## Naming five metals by volume and binding

The five crystals below share one structure, face-centred cubic with one atom in the primitive cell. They differ only in the metal that fills it, and the letters hide which metal that is. The column "energy less free atoms" is the energy per atom of the crystal minus that of a free atom, so a more negative value means stronger binding. The table leaves out the volumes per atom, which are also known: 11.45 Å³ in row A, 13.78 Å³ in row B, 18.79 Å³ in row C, 10.90 Å³ in row D and 17.35 Å³ in row E. Can each letter be given its element, and which quantity decides?

All-electron LAPW calculations with Ansatz 0.2.0 (PBEsol, scalar-relativistic) for face-centred cubic metals M, one atom per primitive cell, in fixed cells. k meshes run from 14×14×14 to 18×18×18, Fermi-Dirac smearing from 0.03 to 0.08 eV; only Ni is spin-polarised. Energies count from spherical, spin-unpolarised free atoms; pressure is positive in compression. Candidates: Ti, Ni, Ta, Rh, Cu.

```tsv
row	energy less free atoms (eV/atom)	pressure (GPa)	cell moment (muB)
A	-4.34	-2.1	0.00
B	-8.14	-5.7	0.00
C	-10.20	-5.8	0.00
D	-7.78	-9.8	0.62
E	-7.15	-4.2	0.00
```

### Three names from three quantities

The moment settles row D. It carries 0.62 Bohr magnetons per cell, and nickel is the only candidate that is a ferromagnet as a bulk metal. The zeros in the other rows are no evidence, because those crystals were calculated without spin polarisation.

Row A stands apart by its weak binding: the next weakest row is bound 2.8 eV more strongly. This points to copper, whose d shell is full. The hydrogen molecule shows why a full shell matters. Its two electrons occupy the bonding level and hold the atoms together, whereas a pair of helium atoms must also fill the antibonding level, and the bond is lost. The analogy ends at the d electrons, for copper still has an outer s electron that binds the metal.

The volumes single out row B. Along a row of transition metals the nuclear charge grows, and the added d electrons screen it poorly. In the metal the first of them also fill bonding states, which draws the atoms together. The volume per atom therefore shrinks through most of the row. Of the three candidates left, rhodium comes late in its row, while titanium and tantalum come early. Row B, with much the smallest cell of the three, is therefore rhodium. The negative pressures mean that all five cells are somewhat stretched, but a generous correction for this leaves the order of the volumes as it is.

Rows C and E remain, for titanium and tantalum. Their volumes differ by only 8 %, and the two metals are known to have nearly equal atomic radii. By volume alone this assignment is ambiguous. The energies differ far more: row C is bound 3.05 eV more strongly than row E.

### What a d band contributes

In a crystal the d levels of neighbouring atoms mix and spread into a band of width $W$, with bonding states at the bottom and antibonding states at the top. Let the band be a rectangle centred on the atomic level, with room for ten electrons per atom. If it holds $n$ electrons, their mean energy lies $W(10-n)/20$ below the atomic level. The total gain is then

$$E_\text{gain}=\frac{W\,n(10-n)}{20}.$$

This is Friedel's model. The gain vanishes for an empty or a full band and is largest at half filling.

Repulsion between the atoms takes back part of the gain. If it grows as $W^2$, the energy has the form $-aW+bW^2$, with its minimum at $-aW/2$. Half of the gain survives at equilibrium. The s electrons add a further part, which is taken here to be the same in every metal. Row A, with its full d band, then serves as the zero.

The width depends on how far the d orbitals reach towards the neighbours. A standard estimate is

$$W\approx 6.8\,\frac{\hbar^2}{m}\,\frac{r_d^3}{r^5},$$

where $r_d$ measures the size of the d orbital, $r$ is the radius of a sphere with the volume of one atom, and $m$ is the electron mass. The 3d shell of titanium is the first d shell of the atom and sits close to the nucleus. The 5d shell of tantalum must be orthogonal to two inner d shells and reaches further out. In cells of similar size, the larger orbitals overlap more.

Suppose that row C is tantalum, with four d electrons and a rough, recalled $r_d$ of 1.3 Å. Its volume gives $r=1.65$ Å, and $\hbar^2/m$ is 7.6 eV Å$^2$. The width is then $6.8\times7.6\times2.2/12.2\approx9.3$ eV, and half of the gain is $9.3\times4\times6/40\approx5.6$ eV. The table puts row C $10.20-4.34=5.86$ eV below row A. No constant was adjusted to row C, but row A sets the zero.

The same steps for row E as titanium, with three d electrons and $r_d$ near 1.1 Å, give 3.4 eV. The model thus makes row C the more strongly bound by 2.2 eV, which has the right sign and about the right size. With the two names exchanged, it would make row E the more strongly bound, by 3.4 eV, against the table. So C is tantalum and E is titanium. Nickel, copper and rhodium are sure; this last pair is well supported, but it rests on an argument about energies and not on one plain mark.

The rows with their labels:

```tsv
element	Z	group	period	cell	volume (Å³/atom)	shortest distance from M (Å)	energy less free atoms (eV/atom)	pressure (GPa)	cell moment (muB)
Ti	22	4	4	Materials Project cell	17.35	2.91	-7.15	-4.2	0.00
Ni	28	10	4	relaxed with PAW	10.90	2.49	-7.78	-9.8	0.62
Cu	29	11	4	Materials Project cell	11.45	2.53	-4.34	-2.1	0.00
Rh	45	9	5	Materials Project cell	13.78	2.69	-8.14	-5.7	0.00
Ta	73	5	6	measured cell (COD)	18.79	2.98	-10.20	-5.8	0.00
```

### Where the model holds and where it fails

The labels confirm all five names, and the calculated bands support the picture behind them. Copper's d bands end 1.55 eV below the Fermi level, so they are indeed full. For the other 3d metals and rhodium, as for copper, the calculated d width, taken from the bottom of the second to the top of the fifth valence band, lies within about 13 % of the estimate. Radii of this kind are themselves drawn from band theory, so the agreement is a check of consistency and no independent proof. For tantalum, on whose width the last pair rests, the calculated bands give by the same measure a width close to the model's 9.3 eV, though without spin–orbit coupling. The printed output compares the model's binding with the table row by row; its list of widths leaves tantalum out.

Nickel is the clear failure. With nine d electrons its band is almost full, and the model gives it only 0.8 eV more binding than copper, where the table has 3.4 eV. The table even binds nickel more strongly than titanium, although measured cohesive energies, at roughly 4.4 and 4.9 eV, have the opposite order. A reader who had sorted the rows by known cohesive energies would have been misled here. Rhodium misses too, though less badly: the model gives it 2.8 eV more binding than copper, where the table has 3.8 eV, and so wrongly places it below titanium.

Part of the gap between table and measurement comes from the free atom from which the energy is counted. It is spherical and has no spin polarisation, whereas a real atom with an open d shell lowers its energy by aligning its spins. Leaving this out places the atom too high and makes the crystal look too strongly bound. The binding in the table exceeds the rough measured value by about 3.4 eV in nickel but by only 0.8 eV in copper, whose d shell is closed. The functional's own overbinding is part of both figures.

Aligned spins may not be the whole story, though. The free atoms of titanium and nickel both have two unpaired d electrons, yet nickel's excess is about 1.1 eV larger. Part of this may come from nickel's tighter d shell, in which aligned spins gain more energy. But aligned spins cannot explain why the model falls short of the table, for the model also starts from an atom without them. How the electrons are shared between the d and s shells, in the atom and in the crystal, may matter here, but this was not tested.

The same reference touches the rows that seem to fit. Measured from real atoms, titanium is bound only about 1.4 eV more than copper, well below the model's 3.4 eV. The model leaves out the energy that a real atom gains by aligning its spins, so this must be taken off before its values are compared with measured ones. The difference between tantalum and titanium is sturdier, because the excess is nearly the same in both: rough measured values also put it near 3 eV. This agreement is only rough support, since tantalum was calculated without spin–orbit coupling and neither metal is face-centred cubic in its ordinary form.

In the model, it is mainly the change of width from metal to metal that tells these two apart. If all metals shared one width, with its scale fitted to the table, the typical miss over the four metals other than copper would be slightly smaller, 1.2 eV instead of 1.4 eV, because nickel would fare better. But tantalum and titanium would then differ by only 0.6 eV. Filling alone makes them near twins; the reach of the 5d orbitals separates them.

### From binding to wires

Copper and rhodium show what band filling means for the wiring of a chip. Rhodium's d band is partly empty at the top, so antibonding states stay unoccupied and each atom is held more firmly. The table gives a difference of 3.8 eV per atom, and rough measured cohesive energies give about 2.3 eV. An atom must loosen some of its bonds to move, so strong binding tends to go with slow migration under current in a narrow line. This is a tendency and no ranking of lifetimes, which also depend on grain boundaries and interfaces.

The alkali metals make a useful contrast. From sodium to caesium the outer s orbital grows, the atoms move apart with it, and the binding weakens down the column. From a 3d metal to a 5d metal the d orbitals grow much more than the distance between the atoms, so the overlap rises and the binding tends to strengthen. To place another transition metal, one therefore asks two things: how full its d band is, and how far its d orbitals reach compared with the spacing of the atoms.

Output of the analysis:

```
Volume and reference:
  row  volume at zero pressure with 100 GPa (A^3)  binding beyond rough cohesive energy (eV)
   Ti                                       16.65                                       2.25
   Ni                                       9.927                                       3.38
   Cu                                       11.21                                       0.84
   Rh                                       13.04                                       2.34
   Ta                                       17.76                                        2.1
Extra binding over Cu in eV:
  row  d electrons  model d width   model  table  model less table  common width
   Ti            3          6.456   3.389   2.81            0.5793          4.52
   Ni            9          3.767  0.8476   3.44            -2.592         1.937
   Cu           10          2.916       0      0                 0             0
   Rh            8          6.909   2.764    3.8            -1.036         3.444
   Ta            4           9.33   5.598   5.86           -0.2618         5.165
Calculated d width over model width for Ti Ni Cu Rh: 0.8705, 1.035, 1.063, 1.006
Top of Cu d bands below Fermi level (eV): 1.55
Rms miss of width model without Cu (eV): 1.432
Rms miss of common width without Cu (eV): 1.203
Volume of Ta over Ti (percent more): 8.3
Volume of Rh over Cu (percent more): 20.35
Volume of Ti over Rh (percent more): 25.91
Ta bound more than Ti, table (eV): 3.05
Ta bound more than Ti, width model (eV): 2.209
Ta bound more than Ti, common width (eV): 0.6457
Ta bound more than Ti, rough cohesive energies (eV): 3.2
Ta bound more than Ti, width model with cells exchanged (eV): 3.426
Ni bound more than Ti, table (eV): 0.63
Largest strain energy with 100 GPa (eV per atom): 0.03267
```
